\section*{Dispersive hole transit: the Scher--Montroll result, worked out for a-Si:H}

A light flash or a pulse of ionising radiation leaves holes in an insulating amorphous film, and an applied field sweeps them out. If the holes had a drift velocity, the current would stay flat and then drop when the packet reached the far contact. Holes in hydrogenated amorphous silicon (a-Si:H) behave otherwise: the current decays from the start and, on logarithmic axes, follows two straight lines joined by a knee. Scher and Montroll (1975) traced this to a distribution of waiting times that has no mean. I shall derive the two slopes, the whole curve and the thickness law, then show where the exponent comes from in a-Si:H.

\subsection*{Premises}

(P1) A hole is immobile except during steps of negligible duration. Waits between steps are independent, with one density $\psi(t)$, and the first wait begins at $t=0$.

(P2) Steps along the field $F$ are independent of one another and of the waits, with mean $\ell(F)>0$ and finite variance $\sigma_\ell^2$.

(P3) For long times $\psi(t)\simeq c\,t^{-(1+\alpha)}$ with $0<\alpha<1$.

(P4) A sheet of total charge $Q$ starts at $x=0$. The contact at $x=L$ absorbs. The voltage $V=FL$ is held fixed, and $Q$ is too small to disturb the field.

(P5) The external current is that of the Shockley--Ramo theorem, $I=(Q/L)\,d\langle x\rangle/dt$, an absorbed hole being counted at $x=L$.

Laplace transforms are $\tilde f(s)=\int_0^\infty f(t)e^{-st}dt$.

\subsection*{Step 1: the tail in Laplace space}

The probability of still waiting at time $t$ is $\Psi(t)=\int_t^\infty\psi\,dt'\simeq (c/\alpha)t^{-\alpha}$. Integration by parts gives $1-\tilde\psi=s\tilde\Psi$, and with $w=st$,
\begin{equation}
1-\tilde\psi(s)=\int_0^\infty\Psi(w/s)\,e^{-w}dw\;\to\;\frac{c}{\alpha}s^{\alpha}\int_0^\infty w^{-\alpha}e^{-w}dw .
\end{equation}
The limit $s\to0$ may be taken inside because $\Psi(t)\,t^{\alpha}$ is bounded and $w^{-\alpha}e^{-w}$ is integrable for $\alpha<1$. Hence
\begin{equation}
1-\tilde\psi(s)\simeq(s\tau)^{\alpha},\qquad \tau^{\alpha}=\frac{c\,\Gamma(1-\alpha)}{\alpha}.
\label{lap}
\end{equation}
A finite mean wait $\bar t$ would give $s\bar t$ here. The mean diverges, and $\tau$ is only a microscopic scale.

\subsection*{Step 2: motion before the far contact matters}

The $n$th step occurs at the sum of $n$ waits, whose density has the transform $\tilde\psi^{\,n}$. Exactly $n$ steps by time $t$ means the $n$th step followed by survival, with transform $\tilde\psi^{\,n}(1-\tilde\psi)/s$. Geometric sums give
\begin{equation}
\widetilde{\langle n\rangle}=\frac{\tilde\psi}{s(1-\tilde\psi)},\qquad
\widetilde{\langle n(n-1)\rangle}=\frac{2\tilde\psi^{2}}{s(1-\tilde\psi)^{2}} .
\end{equation}
Insert \eqref{lap} and use $s^{-\beta}\leftrightarrow t^{\beta-1}/\Gamma(\beta)$. Both moments are non-decreasing in $t$, so the Tauberian theorem carries small $s$ over to large $t$:
\begin{equation}
\langle n\rangle\simeq\frac{(t/\tau)^{\alpha}}{\Gamma(1+\alpha)},\qquad
\langle n^2\rangle\simeq\frac{2(t/\tau)^{2\alpha}}{\Gamma(1+2\alpha)} .
\end{equation}
By (P2), $\langle x\rangle=\ell\langle n\rangle\propto t^{\alpha}$ and $\mathrm{var}\,x=\ell^2\,\mathrm{var}\,n+\sigma_\ell^2\langle n\rangle$. The first term grows as $t^{2\alpha}$ and the second as $t^{\alpha}$, so at long times
\begin{equation}
\frac{\Delta x}{\langle x\rangle}=\left[\frac{2\,\Gamma(1+\alpha)^2}{\Gamma(1+2\alpha)}-1\right]^{1/2}.
\label{spread}
\end{equation}
The packet widens as fast as it advances. A Gaussian packet would sharpen as $t^{-1/2}$ in this ratio. The ratio \eqref{spread} tends to 1 for $\alpha\to0$ and to 0 for $\alpha\to1$. From (P5), $I\propto d\langle n\rangle/dt\propto t^{-(1-\alpha)}$.

\emph{Question: You differentiated an asymptotic form. Is that allowed?}

It needs a step rate that is smooth and eventually monotonic, which excludes oscillating $\psi$. For the trap model of Step 5 I shall show that the only singularity of the transform is a cut ending at $s=0$. The branch point then fixes the long-time current directly.

\emph{Question: Why should holes slow down when nothing in the film changes?}

The population ages. A hole released from a short wait soon meets a longer one, and since no wait is typical, the wait in progress at time $t$ is of order $t$ itself. The step rate $\alpha\langle n\rangle/t$ falls for that reason alone.

\subsection*{Step 3: the absorbing contact}

A hole needs about $N=L/\ell$ steps to cross. The number actually needed fluctuates with relative variance $\sigma_\ell^2/(\ell L)$, which I require to be small and shall size later. Each of the first $N$ steps passes the charge $Q\ell/L=Q/N$ through the circuit on average, and later steps do not exist:
\begin{equation}
\tilde I(s)=\frac{Q}{N}\sum_{n=1}^{N}\tilde\psi^{\,n}=\frac{Q}{N}\,\frac{\tilde\psi\,(1-\tilde\psi^{\,N})}{1-\tilde\psi}.
\end{equation}
Let $z=N(s\tau)^{\alpha}$, so that $\tilde\psi=1-z/N$. For $N\gg1$ at fixed $z$, $\tilde\psi^{\,N}\to e^{-z}$, and
\begin{equation}
\tilde I(s)=Q\,\frac{1-e^{-z}}{z},\qquad z=(st_0)^{\alpha},\qquad t_0=\tau\left(\frac{L}{\ell(F)}\right)^{1/\alpha}.
\label{main}
\end{equation}
At $s=0$ this equals $Q$: all charge is collected. Thickness, field and $\tau$ enter only through $t_0$. Rescaling the inversion integral gives
\begin{equation}
I(t)=\frac{Q}{t_0}\,f_\alpha(\theta),\qquad\theta=t/t_0 ,
\end{equation}
where $f_\alpha$ has the transform $(1-e^{-s^\alpha})/s^{\alpha}$ in the variable conjugate to $\theta$. This is the universality: at fixed $\alpha$, transients for any $L$ and $F$ fall on one curve after shifts along the two logarithmic axes.

\subsection*{Step 4: two slopes and a knee}

\emph{Early times.} The term $s^{-\alpha}$ inverts exactly to $\theta^{\alpha-1}/\Gamma(\alpha)$. In the other term the exponent $s\theta-s^{\alpha}$ has its saddle at $s_*=(\alpha/\theta)^{1/(1-\alpha)}$, where it equals $-(1-\alpha)(\alpha/\theta)^{\alpha/(1-\alpha)}$. That term vanishes faster than any power as $\theta\to0$, so
\begin{equation}
f_\alpha\simeq\frac{\theta^{-(1-\alpha)}}{\Gamma(\alpha)}\qquad(\theta\ll1).
\label{early}
\end{equation}

\emph{Late times.} Expand $(1-e^{-z})/z=\sum_{n\ge0}(-z)^n/(n+1)!$. Since $\alpha<1$, the factor $e^{s\theta}$ dominates $e^{-s^\alpha}$ far out on the left, and the contour can be wrapped round the negative axis. Hankel's integral then inverts $s^{\beta}$ to $\theta^{-1-\beta}/\Gamma(-\beta)$ for $\theta>0$, and the reflection formula gives $1/\Gamma(-\beta)=-\Gamma(1+\beta)\sin(\pi\beta)/\pi$. The $n=0$ term contributes nothing, and
\begin{equation}
f_\alpha(\theta)=\frac1\pi\sum_{n=1}^{\infty}(-1)^{n+1}\frac{\Gamma(1+n\alpha)\sin(n\pi\alpha)}{(n+1)!}\,\theta^{-1-n\alpha}.
\label{series}
\end{equation}
The series converges for every $\theta>0$, because $(n+1)!$ outgrows $\Gamma(1+n\alpha)$ times any geometric factor. Its first term is
\begin{equation}
f_\alpha\simeq\frac{\alpha}{2\,\Gamma(1-\alpha)}\,\theta^{-(1+\alpha)}\qquad(\theta\gg1).
\label{late}
\end{equation}
The logarithmic slopes are $-(1-\alpha)$ and $-(1+\alpha)$, and they sum to $-2$.

I define the transit time $t_T$ as the crossing of the two asymptotes. Equating \eqref{early} and \eqref{late},
\begin{equation}
t_T=t_0\left[\frac{\Gamma(1+\alpha)}{2\,\Gamma(1-\alpha)}\right]^{1/(2\alpha)}\propto\left(\frac{L}{\ell(F)}\right)^{1/\alpha}.
\label{tT}
\end{equation}
The bracket depends on $\alpha$ alone, so the curve is equally universal in $t/t_T$. At fixed field $t_T\propto L^{1/\alpha}$, which is $L^4$ for $\alpha=0.25$. If $\ell\propto F$, then at fixed voltage $t_T\propto L^{2/\alpha}$.

\emph{Question: Is there a plain reason for the late slope and the factor one half?}

A hole is late because one of its $N$ waits was long. Stragglers are released at the rate $N\psi(t)=\alpha\,t_0^{\alpha}t^{-1-\alpha}/\Gamma(1-\alpha)$, by \eqref{lap} and $N\tau^\alpha=t_0^\alpha$. The long wait is equally likely at any depth, so the released hole has on average $L/2$ to go, covers it quickly on the scale of $t$, and passes $Q/2$. That reproduces \eqref{late}.

\emph{Question: Does the packet arrive at $t_T$?}

Take $\alpha=1/2$, where everything is elementary. The pair $e^{-\xi\sqrt s}/\sqrt s\leftrightarrow e^{-\xi^2/4\theta}/\sqrt{\pi\theta}$ gives
\begin{equation}
f_{1/2}(\theta)=\frac{1-e^{-1/4\theta}}{\sqrt{\pi\theta}},\qquad t_T=t_0/4 .
\end{equation}
The flux past depth $\xi=x/L$ has the transform $e^{-\xi z}$, and continuity gives the density per unit $\xi$ as $(z/s)e^{-\xi z}$, here $e^{-\xi^2/4\theta}/\sqrt{\pi\theta}$. Its maximum never leaves $x=0$. At $t_T$ the current is $1-e^{-1}=0.63$ of the crossing value, a fraction $\mathrm{erfc}(1)=0.16$ of the holes has left, and the circuit has passed $0.51\,Q$. The knee marks the time when the mean depth becomes comparable with $L$. No peak arrives.

\subsection*{Step 5: why $\alpha=T/T_0$ in a-Si:H}

Now the physical model, multiple trapping. Holes move only in states beyond the valence mobility edge, with mobility $\mu_0$ and velocity $v=\mu_0F$. Localised tail states at depth $E$ into the gap have the density $g(E)=g_0e^{-E/k_BT_0}$. The capture coefficient $b$ is independent of $E$, the traps are nearly empty, and holes do not tunnel between them.

The capture rate is $1/\tau_f=b\,g_0k_BT_0$, and the captured hole lands at depth $E$ with density $e^{-E/k_BT_0}/k_BT_0$. In equilibrium, with the Fermi level at depth $E_F$, the free density is $N_Ve^{-E_F/k_BT}$ and a trap holds a hole with probability $e^{-(E_F-E)/k_BT}$. Balancing capture and release gives the release rate $r=\nu_0e^{-E/k_BT}$ with $\nu_0=bN_V$. If the density of mobile states is flat and equal to $g_0$, an assumption, then $N_V=g_0k_BT$ and $\nu_0\tau_f=T/T_0$.

A wait at depth $E$ is exponential with rate $r$. Average over depth, with $u=e^{-E/k_BT}$, so that $e^{-E/k_BT_0}=u^{\alpha}$ and $|dE|=k_BT\,du/u$, where $\alpha=T/T_0$:
\begin{equation}
\psi(t)=\alpha\nu_0\int_0^1u^{\alpha}e^{-\nu_0tu}du=\alpha\nu_0\,\frac{\gamma(1+\alpha,\nu_0t)}{(\nu_0t)^{1+\alpha}} .
\end{equation}
Here $\gamma$ is the lower incomplete gamma function. For $\nu_0t\gg1$ it tends to $\Gamma(1+\alpha)$, so (P3) holds with $c=\alpha\Gamma(1+\alpha)\nu_0^{-\alpha}$. With $\sigma=s/\nu_0$ and $u=\sigma w$,
\begin{equation}
1-\tilde\psi=\alpha\int_0^1\frac{u^{\alpha-1}\sigma}{\sigma+u}du=A\sigma^{\alpha}-\frac{\alpha\,\sigma}{1-\alpha}+O(\sigma^2),\qquad A=\frac{\pi\alpha}{\sin\pi\alpha}.
\label{exp}
\end{equation}
The first term is $\alpha\sigma^\alpha\int_0^\infty w^{\alpha-1}dw/(1+w)$. The second removes the range $w>1/\sigma$, where the integrand is nearly $w^{\alpha-2}$. Since $A=\Gamma(1+\alpha)\Gamma(1-\alpha)$, this agrees with \eqref{lap}, and $\tau^\alpha=A\nu_0^{-\alpha}$. The integral is analytic except on the cut $-1\le\sigma\le0$, and it has no zero elsewhere: $\sigma/(\sigma+u)$ has an imaginary part of the sign of $\mathrm{Im}\,\sigma$ and is positive for real $\sigma$ off the cut. That settles the first question.

The model also yields \eqref{main} without the counting argument. Let $p(x,t)$ be the free-hole density per injected hole, $D=\mu_0k_BT/e$, and $\tau_d$ the time for capture by deep defects that never release:
\begin{equation}
\partial_tp=-v\,\partial_xp+D\,\partial_x^2p-\frac{p}{\tau_f}-\frac{p}{\tau_d}+\frac1{\tau_f}\int_0^t\psi(t-t')\,p(x,t')\,dt' .
\end{equation}
For $D=0$ and injection of free holes at $x=0$, $t=0$, the transform is a first-order equation with solution $v\tilde p=e^{-zx/L}$, and $\tilde I=(Q/L)\int_0^Lv\tilde p\,dx=Q(1-e^{-z})/z$ exactly, with $\ell=v\tau_f$ and
\begin{equation}
z=\frac L\ell\left[s\tau_f+1-\tilde\psi\right]+\delta,\qquad\delta=\frac{L}{\mu_0\tau_dF}.
\label{z}
\end{equation}
Keeping only $A\sigma^\alpha$ and using $\ell=\mu_0F\alpha/\nu_0$,
\begin{equation}
t_0=\frac1{\nu_0}\left[\frac{\pi}{\sin\pi\alpha}\,\frac{\nu_0L}{\mu_0F}\right]^{T_0/T}.
\label{t0}
\end{equation}
The quantity $\mu_d=L/(Ft_T)$, my convention for the drift mobility, scales as $(L/F)^{1-1/\alpha}$ and is no constant of the material. The depth $E_d=k_BT\ln(\nu_0t_T)$, at which the release time equals $t_T$, acts as an apparent activation energy. By \eqref{t0} it is close to $k_BT_0$ times the logarithm of the bracket, and so falls logarithmically as the field rises.

\emph{Question: Radiation makes holes throughout the film. What survives?}

A hole born at $x_0$ contributes $[1-e^{-z(1-x_0/L)}]/z$. Averaging over uniform $x_0$,
\begin{equation}
\tilde I=Q\left[\frac1z-\frac{1-e^{-z}}{z^2}\right]=Q\left[\frac12-\frac z6+\dots\right].
\end{equation}
The holes pass $Q/2$ in all. The early asymptote is unchanged, the late one has $1/6$ in place of $1/2$, and the slopes, the scaling in $t/t_0$ and the law $L^{1/\alpha}$ all survive. The knee is blunter, since the early correction $-1/z^2$ is a power, of relative order $\theta^{\alpha}$. This is the case of an irradiated SiO$_2$ gate oxide, for which $\alpha\approx0.25$ is a typical value. An oxide ten times thinner then clears its mobile holes $10^4$ times sooner at the same field, as long as $N\gg1$. In that oxide $\alpha$ is typically found to depend little on temperature, so Steps 1 to 4 apply but Step 5 does not.

\subsection*{Range of validity}

\emph{Time window.} The terms linear in $s$ in \eqref{exp} and \eqref{z} combine, with $\nu_0\tau_f=\alpha$, to $-\alpha^2\sigma/(1-\alpha)$. Relative to $A\sigma^\alpha$ their size at $s\sim1/t$ is
\begin{equation}
\eta=\frac{\alpha^2}{(1-\alpha)A}\,(\nu_0t)^{-(1-\alpha)} .
\end{equation}
As $\alpha\to1$ the prefactor tends to 1, so the condition becomes $(1-\alpha)\ln(\nu_0t)\gg1$. For $T>T_0$ the mean wait $\alpha/[(\alpha-1)\nu_0]$ is finite and a drift velocity exists.

\emph{Diffusion.} With $D\neq0$ a solution $e^{-yx/L}$ obeys $y+\epsilon y^2=z$, with $\epsilon=D/(vL)=k_BT/eV$, so $y=z-\epsilon z^2+\dots$ The relative variance added at transit is $2\epsilon$. One needs $eV\gg k_BT$ and $N\gg1$.

\emph{Deep capture.} For $\delta\gg1$ the transform tends to $Q/(z_0+\delta)$ with $z_0=(st_0)^\alpha$. This also bends from slope $-(1-\alpha)$ to $-(1+\alpha)$, near $t_0\delta^{-1/\alpha}$. Both $t_0^{\alpha}$ and $\delta$ are proportional to $L/F$, so this knee does not move with field or thickness. Slopes summing to $-2$ therefore do not prove a transit, and the scaling \eqref{tT} must be seen as well.

\emph{The tail.} It must be exponential, with uniform capture, down to depths somewhat beyond $E_d$, and empty there. Otherwise the two slopes give different exponents. Prefilled traps or an earlier pulse violate the fresh start in (P1).

\emph{Field and temperature.} The charge per area must be far below $\varepsilon F$, and $t_T$ far below the dielectric relaxation time. Release must be unaffected by the field, $eFa\ll k_BT$ for a localisation length $a$, and must outrun tunnelling between tail states, which fails on cooling.

\subsection*{Numbers for holes in a-Si:H}

The material inputs are all assumed round values, typical in order of magnitude: $T_0=500$ K ($k_BT_0=43$ meV), $\mu_0=1\times10^{-4}$ m$^2$/(V\,s), $\nu_0=1\times10^{12}$ s$^{-1}$, the last two held independent of temperature. They were chosen so that the room-temperature drift mobility lands in the typical range, roughly $10^{-7}$ to $10^{-6}$ m$^2$/(V\,s), so its landing there tests nothing. The film has $L=2\ \mu$m and $V=10$ V, so $F=5\times10^{6}$ V/m, $v=500$ m/s and $\nu_0L/(\mu_0F)=4000$.

At 300 K, $\alpha=0.6$, $k_BT=25.9$ meV, $\tau_f=0.60$ ps, $\ell=0.30$ nm and $A=1.98$. The bracket in \eqref{t0} is $1.32\times10^{4}$, so $t_0=7.4\ \mu$s. The factor in \eqref{tT} is $0.263$, which gives $t_T=1.9\ \mu$s. The model's slopes are $-0.4$ and $-1.6$.

\begin{center}
\begin{tabular}{cccccccc}
$T$ (K) & $\alpha$ & $L/\ell$ & $t_T$ (s) & $\mu_d$ (m$^2$/V\,s) & $E_d$ (eV) & $\Delta x/\langle x\rangle$ & $2^{1/\alpha}$\\
\hline
300 & 0.6 & $6.7\times10^{3}$ & $1.9\times10^{-6}$ & $2.1\times10^{-7}$ & 0.37 & 0.67 & 3.17\\
250 & 0.5 & $8.0\times10^{3}$ & $3.9\times10^{-5}$ & $1.0\times10^{-8}$ & 0.38 & 0.76 & 4.00\\
200 & 0.4 & $1.0\times10^{4}$ & $4.4\times10^{-3}$ & $9.1\times10^{-11}$ & 0.38 & 0.83 & 5.66\\
\end{tabular}
\end{center}

The last column is the factor by which $t_T$ grows when $L$ doubles at fixed field. At fixed voltage it is squared, 10.1 at 300 K. The nearly constant $E_d$ shows that all three transits probe the same depth of the tail, well short of a Fermi level near the middle of a mobility gap of typically 1.8 eV.

\emph{Question: A step of 0.30 nm is about an interatomic distance. Can that be taken seriously?}

It is a mean, not a jump length. During one free interval the random displacement $\sqrt{2D\tau_f}$ is 1.8 nm at 300 K, larger than $\ell$. Over the whole crossing the random parts add to a relative width $\sqrt{2\epsilon}=0.072$, against 0.67 from the waits, and they add in quadrature. Only the product $N\tau^\alpha$ enters the result.

\emph{Question: Which neglected term is the largest?}

At 300 K, $\eta=1.4\times10^{-3}$ at $t_T$ and $\epsilon=2.6\times10^{-3}$. With an assumed $a=0.6$ nm, $eFa=3.0$ meV. With an assumed relative permittivity of 12, the sheet must hold far fewer than $\varepsilon F/e=3.3\times10^{15}$ holes per m$^2$, and an assumed dark conductivity of $10^{-8}$ S/m gives a relaxation time of $1.1\times10^{-2}$ s, long enough. Deep capture is the largest. An assumed $\mu_0\tau_d=4\times10^{-12}$ m$^2$/V gives a range $\mu_0\tau_dF=20\ \mu$m and $\delta=0.10$. The collected charge is $(1-e^{-\delta})/\delta=0.95$ of $Q$. The late coefficient is minus the derivative of $(1-e^{-z})/z$ at $z=\delta$, which is $0.468$ instead of $1/2$, and the crossing moves earlier by 5 per cent. Hence two figures for the times. A film with ten times the defect density would have $\delta$ near 1, and the two kinds of knee would compete.

\emph{Question: And the fourth power?}

With $T_0=500$ K, $\alpha=0.25$ occurs at 125 K, where doubling the thickness at fixed field multiplies $t_T$ by 16. The model's transit time there is $1.4\times10^{4}$ s. I do not offer that as a property of the film. Tunnelling between tail states, which the model omits, adds a path that gains on thermal release as the film cools, and it shortens the transit by an amount the model cannot supply. In a-Si:H, Step 5 is best tested nearer room temperature, where the model's thickness exponent $T_0/T$ runs from 1.67 at 300 K to 2.5 at 200 K.